\section*{Analytic structure at a pair coalescence and its Fourier tail: solution key}

Hartree atomic units are used (lengths in bohr, energies in $E_h$).

\subsection*{Premises and conventions}

Two point particles with charge product $q\neq0$ and reduced mass $\mu$ have the relative coordinate $\mathbf r=(x_1,x_2,x_3)$, $r=|\mathbf r|$. All other coordinates (the centre of mass of the pair, the other electrons) are collected in $y$, mass-scaled so that their kinetic energy is $-\tfrac12\Delta_y$. In a neighbourhood $\Omega$ of a point $(0,y_0)$ the Schr\"odinger equation reads
\begin{equation}
\Big[-\frac{1}{2\mu}\Delta_{\mathbf r}+\frac{q}{r}+H'-E\Big]\psi=0,\qquad H'=-\tfrac12\Delta_y+W(\mathbf r,y),\qquad \gamma\equiv\mu q .
\label{se}
\end{equation}
Two electrons have $\mu=\tfrac12$, $q=1$, $\gamma=\tfrac12$; an electron at a clamped nucleus has $\mu=1$, $\gamma=-Z$.

\textbf{P1.} The coalescence is isolated: no other pair meets in $\Omega$. Every other distance is then the root of a positive polynomial, and $W$ is real analytic.

\textbf{P2.} $\psi\not\equiv0$ is bounded and continuous (Kato, 1957), and real analytic where $r\neq0$, as a solution of an elliptic equation with analytic coefficients.

\textbf{P3.} (Grushin's theorem on analytic hypoellipticity, quoted without proof, in the case needed.) For $c>0$ and $V(u,y)$ real analytic, every distributional solution of $[-\Delta_u-c|u|^2\Delta_y+V]\Phi=0$ in an open set is real analytic there.

The transform is $\hat f(\mathbf k)=\int e^{-i\mathbf k\cdot\mathbf r}f\,d^3r$, and $f\in H^s$ means $\int(1+k^2)^s|\hat f|^2d^3k<\infty$. A subscript $n$ on $A$ or $B$ marks the part homogeneous of degree $n$ in $\mathbf r$.

\subsection*{(a) The Kustaanheimo--Stiefel transform removes $1/r$}

For $u\in\mathbb R^4$ put $z_1=u_1+iu_2$, $z_2=u_3+iu_4$ and define $\mathbf r=K(u)$ by $K_1+iK_2=2\bar z_1z_2$, $K_3=|z_1|^2-|z_2|^2$:
\begin{equation}
K_1=2(u_1u_3+u_2u_4),\quad K_2=2(u_1u_4-u_2u_3),\quad K_3=u_1^2+u_2^2-u_3^2-u_4^2 .
\end{equation}
Then $|K|^2=4|z_1|^2|z_2|^2+(|z_1|^2-|z_2|^2)^2=|u|^4$, so $r=|u|^2$ is a polynomial in $u$. Inverting,
\begin{equation}
|z_1|^2=\tfrac12(r+x_3),\qquad |z_2|^2=\tfrac12(r-x_3),\qquad \bar z_1z_2=\tfrac12(x_1+ix_2),
\label{inv}
\end{equation}
which has a solution for every $\mathbf r$, so $K$ is onto; $K$ is unchanged under $(z_1,z_2)\to e^{i\theta}(z_1,z_2)$. The gradients are $\nabla K_1=2(u_3,u_4,u_1,u_2)$, $\nabla K_2=2(u_4,-u_3,-u_2,u_1)$, $\nabla K_3=2(u_1,u_2,-u_3,-u_4)$. They obey $\nabla K_i\cdot\nabla K_j=4|u|^2\delta_{ij}$, and $\Delta_uK_i=0$. The chain rule gives
\begin{equation}
\Delta_u(f\circ K)=\sum_{ij}(\partial_i\partial_jf)\nabla K_i\cdot\nabla K_j+\sum_i(\partial_if)\Delta_uK_i=4|u|^2(\Delta f)\circ K .
\end{equation}
Multiply (\ref{se}) by $8\mu r$ and set $\Phi(u,y)=\psi(K(u),y)$. For $u\neq0$,
\begin{equation}
P\Phi\equiv\big[-\Delta_u-4\mu|u|^2\Delta_y+8\gamma+8\mu|u|^2(W-E)\big]\Phi=0 .
\label{ks}
\end{equation}
All coefficients are analytic. The equation also holds across $u=0$. Take a test function $g$ and a smooth $\chi_\epsilon(u)=\chi(u/\epsilon)$, equal to 1 near $u=0$ and of compact support. Since $(1-\chi_\epsilon)g$ vanishes near $u=0$, $\int\Phi\,P[(1-\chi_\epsilon)g]=0$. The terms with derivatives of $\chi_\epsilon$ are at most $O(\epsilon^{-2})$ on a volume $O(\epsilon^4)$ and $\Phi$ is bounded, so $\epsilon\to0$ gives $\int\Phi\,Pg=0$. The operator degenerates in $y$ at $u=0$ but has the form in P3. The condition behind that theorem is met visibly: with $\Delta_y\to-|\eta|^2$ the principal part is the four-dimensional oscillator $-\Delta_u+4\mu|\eta|^2|u|^2$, whose lowest eigenvalue $8\sqrt\mu\,|\eta|$ is positive. Hence $\Phi$ is real analytic near $(0,y_0)$.

\subsection*{(b) Descent to $\psi=A+rB$}

The change from $u$ to $(z,\bar z)$ is linear, so $\Phi=\sum c_{abd}\,z^a\bar z^b(y-y_0)^d$ with multi-indices $a,b,d$ and Cauchy bounds $|c_{abd}|\le C\rho^{-|a|-|b|}\sigma^{-|d|}$ for some $\rho,\sigma>0$. Invariance under the phase $\theta$ requires $c_{abd}\,e^{i\theta(|a|-|b|)}=c_{abd}$, so only $|a|=|b|=n$ occurs. Such a monomial is a product of $n$ factors $z_i\bar z_j$, each given by (\ref{inv}) or its conjugate: a polynomial of degree $n$ in $(x_1,x_2,x_3,r)$. Replacing $r^2$ by $x_1^2+x_2^2+x_3^2$ turns the terms of order $n$ into $A_n+rB_{n-1}$ with polynomials $A_n$, $B_{n-1}$.

Convergence: each factor in (\ref{inv}) has coefficients of absolute sum 1; the replacement of $r^2$ multiplies that sum by at most $3^{n/2}$; there are $(n+1)^2$ monomials. The coefficients of $A_n$ and $B_{n-1}$ thus sum to at most $C(n+1)^2(\sqrt3/\rho^2)^n\sigma^{-|d|}$, and both series converge absolutely for $|x_i|<\rho^2/\sqrt3$, $|y_j-y_{0j}|<\sigma$. Therefore
\begin{equation}
\psi(\mathbf r,y)=A(\mathbf r,y)+r\,B(\mathbf r,y),\qquad A,\,B\ \text{real analytic},
\label{main}
\end{equation}
the theorem of Fournais, Hoffmann-Ostenhof, Hoffmann-Ostenhof and S{\o}rensen (2009).

Uniqueness: let $A+rB=0$. On the ray $t\mathbf n$, $t>0$, $A(t\mathbf n)+tB(t\mathbf n)=0$, and by analyticity in $t$ this holds for both signs of $t$. The same identity for $-\mathbf n$ with $t\to-t$ reads $A(t\mathbf n)-tB(t\mathbf n)=0$. Hence $A=B=0$. It follows that if $\psi$ is even (odd) under $\mathbf r\to-\mathbf r$, so are $A$ and $B$.

\subsection*{(c) Relation between $B$ and $A$}

With $\nabla r=\mathbf r/r$ and $\Delta r=2/r$,
\begin{equation}
\Delta(rB)=\frac1r\big[r^2\Delta B+2(\mathbf r\cdot\nabla+1)B\big].
\end{equation}
Insert (\ref{main}) in (\ref{se}) and multiply by $r$. The result has the form (analytic) $+\,r\,$(analytic) $=0$, and uniqueness splits it:
\begin{align}
\Delta_{\mathbf r}A&=2\gamma B+2\mu(H'-E)A,\label{eA}\\
r^2\Delta_{\mathbf r}B+2(\mathbf r\cdot\nabla+1)B&=2\gamma A+2\mu r^2(H'-E)B.\label{eB}
\end{align}
Every homogeneous polynomial of degree $n$ is a sum of terms $r^nY_{lm}$ with $l=n,n-2,\dots$. On such a term $r^2\Delta$ gives $n(n+1)-l(l+1)$ and $\mathbf r\cdot\nabla$ gives $n$, so the left side of (\ref{eB}) multiplies it by
\begin{equation}
D_{nl}=(n+1)(n+2)-l(l+1)\ \ge\ 2(n+1)>0 .
\end{equation}
Take (\ref{eB}) at degree $n=l$ and project on $Y_{lm}$. The last term is $r^2$ times a polynomial of degree $l-2$ and holds no angular momentum above $l-2$, so it drops out. With $a_{lm}(y)$ and $b_{lm}(y)$ the coefficients of the solid harmonic $r^lY_{lm}$ in $A$ and $B$, and $D_{ll}=2(l+1)$,
\begin{equation}
b_{lm}=\frac{\gamma}{l+1}\,a_{lm},\qquad \psi_{lm}(r)=a_{lm}r^l\Big[1+\frac{\gamma r}{l+1}\Big]+O(r^{l+2}).
\label{cusp}
\end{equation}
This holds in every channel, but only for its leading solid harmonic. It is the condition of Kato for $l=0$ and of Pack and Byers Brown (1966) for general $l$.

Let $L$ be the lowest degree with $A_L\not\equiv0$ for $y$ near $y_0$. Since $H'$ does not lower the degree in $\mathbf r$ and $D_{nl}>0$, induction in (\ref{eB}) gives $B_n=0$ for $n<L$ (so $L$ is finite, or else $\psi\equiv0$). Then (\ref{eA}) at degree $L-2$ gives $\Delta A_L=0$: the leading term is a pure solid harmonic, and $B_L=\gamma A_L/(L+1)\not\equiv0$. The spatial function of a singlet pair is even, generically $L=0$, slope $\tfrac12$; that of a triplet pair is odd, generically $L=1$, slope $\tfrac14$.

Next order for $L=0$. Let $\psi_0(y)=A_0$, define $w$ by $w\psi_0=[-\tfrac12\Delta_y+W(0,y)-E]\psi_0$, and let $\alpha\psi_0r^2$, $\beta\psi_0r^2$ be the $l=0$ parts of $A_2$, $B_2$. Equation (\ref{eA}) at degree 0 gives $6\alpha=2\gamma^2+2\mu w$; equation (\ref{eB}) at degree 2 with $D_{20}=12$ gives $12\beta=2\gamma\alpha+2\mu\gamma w$. So
\begin{equation}
\alpha=\tfrac13(\gamma^2+\mu w),\qquad\beta=\tfrac1{18}\gamma(\gamma^2+4\mu w).
\label{beta}
\end{equation}
Test: the hydrogen-like $1s$ function $e^{-Zr}$ has $A=\cosh Zr$, $B=-\sinh(Zr)/r$ and $w=-E=Z^2/2$, which gives $\alpha=Z^2/2$, $\beta=-Z^3/6$, the Taylor coefficients of the exponential. The $2p$ function $rY_{1m}e^{-Zr/2}$ has the slope $\gamma/2$.

\subsection*{(d) Fourier tail}

Growing functions are transformed as tempered distributions and read at $k\ne0$. From $\Delta(1/r)=-4\pi\delta$, $\widehat{1/r}=4\pi/k^2$. From $\Delta r=2/r$, $-k^2\hat r=8\pi/k^2$; from $\Delta r^3=12r$ likewise
\begin{equation}
\widehat{r}=-\frac{8\pi}{k^4},\qquad \widehat{r^3}=+\frac{96\pi}{k^6}.
\end{equation}
Multiplication by $x_j$ becomes $i\partial/\partial k_j$, so for any homogeneous polynomial $\widehat{rB_n}=B_n(i\nabla_k)(-8\pi k^{-4})$, homogeneous of degree $-(n+4)$. For a solid harmonic $S_l$ the derivative is explicit. The $S_l$ are spanned by $(\mathbf a\cdot\mathbf r)^l$ with complex $\mathbf a$, $\mathbf a\cdot\mathbf a=0$. Because $(\mathbf a\cdot\nabla)G(k)=(\mathbf a\cdot\mathbf k)G'/k$ and $(\mathbf a\cdot\nabla)(\mathbf a\cdot\mathbf k)=0$, one has $S_l(\nabla)G=S_l(\mathbf k)(k^{-1}d/dk)^lG$. With
\begin{equation}
\Big(\frac1k\frac{d}{dk}\Big)^lk^{-4}=(-1)^l\,\frac{4\cdot6\cdots(2l+2)}{k^{2l+4}}=(-2)^l\,\frac{(l+1)!}{k^{2l+4}}
\end{equation}
and $S_l(\mathbf k)=k^lY_{lm}(\hat{\mathbf k})$,
\begin{equation}
\widehat{r^{l+1}Y_{lm}}=-8\pi(-2i)^l(l+1)!\;\frac{Y_{lm}(\hat{\mathbf k})}{k^{l+4}} .
\label{ft}
\end{equation}

Localisation. Let $\chi(\mathbf r)$ be smooth, even, equal to 1 near the origin and supported where (\ref{main}) holds. (i) $\chi A$ is smooth with compact support, so its transform falls faster than any power, written $O(k^{-\infty})$. (ii) $(1-\chi)rB_n$ is smooth and its derivatives of any order above $n+4$ are integrable, so its transform is $O(k^{-\infty})$ too, and $\chi rB_n$ has the tail of $rB_n$. (iii) The Taylor remainder of $B$ from degree $N$ on contributes a function whose derivatives of order $j$ are $O(r^{N+1-j})$, integrable and free of delta terms for $j\le N+3$; its transform is $O(k^{-(N+3)})$. Choosing $N=L+2$ and using (\ref{cusp}) and (\ref{ft}),
\begin{equation}
\widehat{\chi\psi}(\mathbf k,y)=-8\pi\gamma\,(-2i)^LL!\sum_ma_{Lm}(y)\frac{Y_{Lm}(\hat{\mathbf k})}{k^{L+4}}+O(k^{-L-5}).
\label{tail}
\end{equation}
For definite parity $B_{L+1}=0$, and $N=L+3$ improves the remainder to $O(k^{-L-6})$. For $e^{-Zr}$ the exact transform $8\pi Z/(k^2+Z^2)^2=8\pi Zk^{-4}-16\pi Z^3k^{-6}+\dots$ reproduces $-8\pi\gamma$ and $96\pi\beta$.

For a singlet electron pair ($\gamma=\mu=\tfrac12$), $\beta=\tfrac1{144}+\tfrac{w}{18}$. If the quadrupole part of $A_2$ is axial, $a_2\psi_0r^2P_2(\cos\theta)$, then (\ref{cusp}) puts $a_2/6$ in $B_2$, and (\ref{ft}) for $l=2$ has the factor $192\pi$. Hence
\begin{equation}
\widehat{\chi\psi}=-\frac{4\pi\psi_0}{k^4}\Big[1-\frac{\tfrac16+\tfrac43w+8a_2P_2(\cos\theta_k)}{k^2}+O(k^{-4})\Big].
\label{singlet}
\end{equation}

\subsection*{(e) Sobolev index}

At fixed $y$ with $A_L\neq0$, orthonormality of the $Y_{Lm}$ turns (\ref{tail}) into $\int|\widehat{\chi\psi}|^2d\Omega_k=Ck^{-2L-8}[1+O(1/k)]$, $C>0$. The integral $\int^\infty k^{2s-2L-6}dk$ converges exactly when $2s-2L-6<-1$:
\begin{equation}
\chi\psi\in H^s\iff s<L+\tfrac52 ,
\label{sob}
\end{equation}
with a logarithmic divergence at the end point. The index is the same in all variables. Let $f=\chi(\mathbf r)\zeta_0(y)\psi$ with a smooth cut-off $\zeta_0$ equal to 1 near $y_0$, and let $\kappa$ be conjugate to $y$. Derivatives in $y$ preserve the form (\ref{main}) and do not lower the degree $L$, so $|\hat f|\le C_N(1+k)^{-L-4}(1+|\kappa|)^{-N}$ for all $N$; with $(1+k^2+\kappa^2)^s\le(1+k^2)^s(1+\kappa^2)^s$ for $s\ge0$ this gives $f\in H^s$ below the index. Conversely the squared norm exceeds $\int dy\,\|f(\cdot,y)\|^2_{H^s}$ by Parseval's theorem in $y$, and for $s\ge L+\tfrac52$ the integrand is infinite wherever $\zeta_0A_L\ne0$, an open set even if $A_L$ vanishes at $y_0$ itself. The index is $5/2$ for a singlet pair or an electron at a nucleus and $7/2$ for a triplet pair.

\subsection*{(f) Range of validity}

\begin{itemize}
\item Non-relativistic point Coulomb interactions with analytic $W$. For real electrons this needs $k\ll137$ bohr$^{-1}$, the inverse fine-structure constant.
\item Isolated pairs only. At a three-particle point P1 fails and logarithms of the Fock type appear; the radius of (\ref{main}) is limited by the distance to the nearest other coalescence.
\item The tail is local and asymptotic: $k$ must be large against the inverse width of $\chi$, on which the $O(k^{-\infty})$ part depends, and $k^2\gg|w|,|a_2|$. Other coalescences add tails of their own.
\item $L$ in (\ref{sob}) is the lowest degree present, not a freely chosen channel. A same-spin pair has local index $7/2$, yet the whole function of a molecule, generically non-zero at its nuclei, is not in $H^{5/2}$.
\item Exact eigenfunctions only: a finite product basis of Gaussians has $B=0$.
\end{itemize}

\subsection*{(g) Illustration: the singlet pair in H$_2$}

Here $\mathbf r=\mathbf r_1-\mathbf r_2$, $\mathbf R=\tfrac12(\mathbf r_1+\mathbf r_2)$, $-\tfrac12\Delta_y=-\tfrac14\Delta_{\mathbf R}$, and $\int|\psi|^2d^3r\,d^3R=1$. Approximate inputs: bond length $2a=1.4$, total energy $-1.174$, orbital exponent $\zeta=1.2$, contact densities $D=\langle\delta(\mathbf r_{12})\rangle=0.017$ and $D_n=\langle\delta(\mathbf r_1-\mathbf A)\rangle=0.23$ for one electron at one nucleus $\mathbf A$.

\emph{Model.} The shape is taken as $\psi_0(\mathbf R)=c\,\phi(\mathbf R)^2$, $\phi=e^{-\zeta r_A}+e^{-\zeta r_B}$, and $c$ is chosen so that $\int\psi_0^2d^3R$ equals the typical $D$. In prolate spheroidal coordinates $r_{A,B}=a(\xi\pm\eta)$, with $p=\zeta a=0.84$,
\begin{equation}
\int\phi^4d^3R=32\pi a^3\int_1^\infty\!d\xi\int_{-1}^1\!d\eta\,(\xi^2-\eta^2)e^{-4p\xi}\cosh^4p\eta=1.58 .
\end{equation}
At the bond midpoint $\phi^2=4e^{-2p}=0.745$, so $\psi_0=0.745\sqrt{0.017/1.58}=0.077$ bohr$^{-3}$ and $4\pi\psi_0=0.97$. The model's leading tail at $k=10$ bohr$^{-1}$ is $-9.7\times10^{-5}$.

\emph{Next order.} At the midpoint $\nabla\phi=0$; the second derivatives over $\phi$ are $\zeta^2=1.44$ along the axis and $-\zeta/a=-1.714$ twice across it, so $\Delta\phi/\phi=-1.989$ and $-\tfrac14\Delta\phi^2/\phi^2=0.994$. Both electrons feel both nuclei, $W=-4/a=-5.714$, and the electronic energy is $E=-1.174-1/1.4=-1.888$. Thus $w=0.994-5.714+1.888=-2.83$ and $\tfrac16+\tfrac43w=-3.61$. The quadrupole is estimated from $\phi(\mathbf R+\mathbf r/2)\phi(\mathbf R-\mathbf r/2)$, whose quadratic term is one quarter of the Hessian form; with $x_3^2-r^2/3=\tfrac23r^2P_2$, $a_2=(1.44+1.714)/6=0.526$ and $8a_2=4.21$. The bracket in (\ref{singlet}) is $1+(3.61-4.21P_2)/k^2$: at $k=10$ a change of $-0.6\%$ along the bond and $+5.7\%$ across it. The cut-off $\chi$ must vanish before $r=1.4$, where the electrons reach the two nuclei.

\emph{Integrated tail.} Assume that the regions of size $1/k$ around the three-particle points do not alter the leading power. The pair cusp then gives the relative-momentum density $(2\pi)^{-3}16\pi^2D/k^8=2D/(\pi k^8)$. The relative kinetic energy is $k^2/2\mu=k^2$, so beyond a cut-off $k_c$
\begin{equation}
N_>=\frac{8D}{5k_c^5},\qquad T_>=\frac{8D}{3k_c^3},
\end{equation}
while $\int k^5\,[2D/(\pi k^8)]\,d^3k$, the case $s=5/2$, grows by $8D=0.14$ per unit of $\ln k_c$. For $k_c=10$, $N_>=2.7\times10^{-7}$ and $T_>=4.5\times10^{-5}\,E_h$. The $k^{-2}$ term, judged by its midpoint value, raises $T_>$ by $2\cdot\tfrac35\cdot3.61/k_c^2\approx4\%$.

\emph{The rival term.} At fixed $\mathbf R$, electron 1 meets nucleus $\mathbf A$ at $\mathbf r^*=2(\mathbf A-\mathbf R)$, where $|\mathbf r_1-\mathbf A|=\tfrac12|\mathbf r-\mathbf r^*|$. The cusp $-\tfrac12|\mathbf r-\mathbf r^*|\psi^*$, with $\psi^*$ the value of $\psi$ there, adds $+4\pi\psi^*e^{-i\mathbf k\cdot\mathbf r^*}/k^4$, of the same power. Since $\mathbf r_2=2\mathbf R-\mathbf A$, $d^3R=d^3r_2/8$, and each of the four electron--nucleus pairs enters the density with weight $D_n/8$; cross terms oscillate in $\mathbf R$ or $\hat{\mathbf k}$ and leave $N_>$ and $T_>$ unchanged at leading order. The total weight $D_n/2=0.115$ is $6.8$ times $D$. The model's $T_>=4.5\times10^{-5}\,E_h$ at $k_c=10$ bohr$^{-1}$ is therefore the share of the electron--electron cusp alone, with its scale set by the chosen $D$.